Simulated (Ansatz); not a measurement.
## GdN: pressure against volume scale

Periodic Kohn-Sham DFT of a crystal at fixed atoms, scaled to volume_scale times the given cell; pressure positive in compression, energy less spherical unpolarised free atoms, largest_vzz the field gradient of largest size among the nuclei. The results are calculated, by Ansatz 0.2.0.

The cell before it is scaled or strained (space group Fm-3m, No. 225):
```
CELL_PARAMETERS angstrom
0.00000 2.49180 2.49180
2.49180 0.00000 2.49180
2.49180 2.49180 0.00000
ATOMIC_POSITIONS crystal
Gd 0.00000 0.00000 0.00000
N 0.50000 0.50000 0.50000
```

Settings of every row: method frozen-core PAW; functional PBE; relativity scalar; k mesh 15x15x15; filling fermi-dirac; smearing width 0.05 eV; wave cutoff 420 eV; paw set soft_2.

Atom:
| element | start moment (bohr magneton) |
| --- | --- |
| Gd | 7 |
| N | 0 |

Limits: no spin-orbit coupling on heavy atoms; open f shell, the state may not be the lowest; the cell comes from a prototype or a list of computed structures and needn't be the stable phase; with one magnetic atom in the cell only parallel moments are possible.

| row | volume scale | V (Å³/atom) | pressure (GPa) |
| --- | --- | --- | --- |
| 1 | 0.96 | 14.853 | 6.551 |
| 2 | 0.98 | 15.162 | 3.12 |
| 3 | 1 | 15.472 | 0.025 |
| 4 | 1.02 | 15.781 | ? |
| 5 | 1.04 | 16.091 | -5.292 |

Cell moment is 7 bohr magneton in every row.

Question: what pressure should row 4 give?

Worked fit of pressure. Take u = (V_r/V)^(2/3) − 1 with V_r = 15.317 Å³ an atom, which is twice the finite (Eulerian) strain; such expansions in the strain, on which the Birch-Murnaghan equation of state is built, carry the rest volume and the bulk modulus. The shown rows have u = 0.02072, 0.0068, -0.00669, -0.03233. Least squares give pressure = 1.5338 + 229.972 × u + 583.42 × u² GPa; a straight line predicts inner rows, each left out in turn, worse (root mean square 0.26 against 0.0093 GPa). The rows lie off it by 0.002, -0.005, 0.004, -0.001 (root mean square 0.0034 GPa). The withheld row has u = -0.0197, so the fit gives 1.5338 + 229.972 × (-0.0197) + 583.42 × (-0.0197)² = -2.770 GPa.

The calculation gave -2.769 GPa. The fit lies 0.001 GPa (0.0084 % of the column's range) below it, one unit of the last digit.
